**Question: is CCSD(T) good enough for this hydrogen transfer?**

I am modelling a hydrogen atom passing from AlH₃ to a silicon atom, in the triplet state. The geometry used for the table has the hydrogen partway, on the line between Al and Si, with the rest of the AlH₃ fragment held rigid. R and U mark restricted and unrestricted orbitals. S, D, T and Q stand for single, double, triple and quadruple excitations, and brackets mean that the last rank is only estimated by perturbation theory.

Ansatz 0.2.0: total energies of neutral triplet AlH₃Si at one fixed geometry, relative to UCCSDT(Q), all in the cc-pVTZ basis with noble-gas cores frozen and without relativity. R levels, CISD and BCCD(T) start from restricted open-shell orbitals, U levels from unrestricted ones.

```
    level  this level less the reference (UCCSDT(Q), same basis) (meV)
      RHF                                                       5919.4
      UHF                                                       5764.1
     RMP2                                                       1293.9
     UMP2                                                       1337.2
     CISD                                                        697.0
    RCCSD                                                        240.8
    UCCSD                                                        235.4
 RCCSD(T)                                                         53.1
 UCCSD(T)                                                         53.3
  BCCD(T)                                                         52.6
   RCCSDT                                                         10.2
   UCCSDT                                                          8.9
RCCSDT(Q)                                                          1.6
```

CCSD(T) is still some 50 meV off. The T1 diagnostic, which measures the weight of single excitations, is 0.025, and UHF is slightly spin-contaminated. Should I change the orbitals, or pay for a higher level? And why is CISD so much worse than CCSD, when both use single and double excitations?

**Answer**

Keep your orbitals. What CCSD(T) lacks here is mostly a better treatment of triple excitations, and whether you must pay for that depends on how much of the error cancels in your energy differences. The CISD row is a good place to start, because it shows what a level has to get right first.

CISD is wrong by 697 meV and RCCSD by 241 meV, relative to the reference. Picture two electron pairs in different bonds. Each lowers its energy by being excited part of the time, and now and then both are excited at once. That joint event is a quadruple excitation, but its amplitude is nearly the product of two double ones. CCSD builds such products automatically through its exponential form, whereas CISD leaves them out, so that one pair's excitation blocks the other's.

This fault grows with the number of pairs. CISD therefore doesn't give two distant fragments the sum of their separate energies, which is a serious defect for a reaction that starts from two fragments. CCSD costs about the same, since the work of both grows as the sixth power of system size. I see no reason to use CISD here. MP2 is cheaper, with a fifth-power cost, but it treats the pairs only to lowest order and is still wrong by about 1.3 eV.

Now to the orbitals. UHF lies 155 meV below RHF because it lets spin-up and spin-down electrons occupy different orbitals. The single excitations in CCSD can make much the same adjustment, and the gap between the two families shrinks to 5 meV. With (T) added, restricted, unrestricted and Brueckner orbitals (the last chosen so that single excitations vanish) agree within 1 meV. Your T1 value thus reports an orbital adjustment that coupled cluster has already made, and new orbitals won't remove the 53 meV.

Full triples nearly do. Going from RCCSD to RCCSDT lowers the energy by 231 meV, of which (T) catches 188 meV, or about four fifths. The (T) step computes the triples once, from finished doubles. It doesn't let the triples influence one another or react back on the singles and doubles, and it leaves out terms in which products of lower excitations drive the triples. CCSDT includes all of these. Together they are worth 43 meV in the table; my guess is that the low-lying empty p orbitals on aluminium and silicon make the sum so large.

The quadruples add much less, and a simple argument suggests why. Products of smaller excitations are already included, so each new rank adds only events in which one more electron takes part in a single, inseparable correlated motion. Suppose that each such extension reduces the energy gain by the same factor:

$$\frac{\Delta E_{Q}}{\Delta E_{T}}\approx\frac{\Delta E_{T}}{\Delta E_{SD}}\quad\Rightarrow\quad \Delta E_{Q}\approx\frac{(\Delta E_{T})^2}{\Delta E_{SD}}$$

Here $\Delta E_{SD}$ is the gain from RHF to RCCSD, $\Delta E_{T}$ that from RCCSD to RCCSDT, and $\Delta E_{Q}$ that from adding (Q). The estimate is $(230.6\ \text{meV})^2/5679\ \text{meV}\approx 9.4$ meV. The calculated step is 8.6 meV; it was not used in the estimate, and no constant was fitted.

Treat this as a rule of thumb, because the equal factor is an assumption. Counting orders of perturbation theory, where doubles enter the energy at second order, triples at fourth and connected quadruples at fifth, would suggest about 46 meV instead, far too much. One molecule can't establish the better rule. Besides, (Q) is itself a perturbative estimate, and (T) has just shown that such an estimate can fall short. For another molecule, take the rule as no more than a first hint of whether quadruples deserve a test.

What matters for your purpose is the error left in an energy difference. A common target is 1 kcal/mol, or 43 meV. To reach it, about 82% of the RCCSD error would have to cancel between this point and the reactants, but only 18% of the RCCSD(T) error. The RCCSDT error, about 10 meV, is within the target even without cancellation. These are total-energy errors at one unrelaxed geometry, so they don't tell you how much will cancel in a barrier.

Rates make the same point. Aluminium hydrides serve as precursors for aluminium films, and a model of their gas-phase chemistry needs barriers at deposition temperature. An error $\delta$ in a barrier changes the rate by a factor $\exp(\delta/k_\mathrm{B}T)$, where $k_\mathrm{B}$ is Boltzmann's constant and $T$ the temperature. At 600 K, an uncancelled error of the size found here would mean a factor of about 100 for RCCSD, 3 for RCCSD(T) and 1.2 for RCCSDT.

The price rises steeply. The (T) step grows as the seventh power of system size, CCSDT as the eighth and (Q) as the ninth. One CCSDT cycle takes more work than a CCSD cycle by roughly the number of occupied orbitals times the number of empty ones. That is about $5\times95$ here, or several hundredfold, with prefactors ignored.

I would therefore proceed as follows:

1. Use CCSD(T) for the whole path, with a larger basis than this one. The errors in the table are all measured within one basis, and the basis error of a total energy at this size is usually well above 43 meV. Much of it should cancel in a barrier, but a larger basis is the way to check that.
2. Compute the difference between CCSDT and CCSD(T) in a small basis, at the reactants and at the relaxed transition state. If the two corrections are nearly equal, CCSD(T) is enough; if not, add their difference to the barrier.
3. Stay within one family, R or U, for these corrections. The frozen cores and the remaining truncation error can both differ slightly between the two, so the 1.6 meV in the RCCSDT(Q) row is a difference between families and not a measure of distance from the exact answer.
4. Consider (Q) only if about 10 meV matters to you.
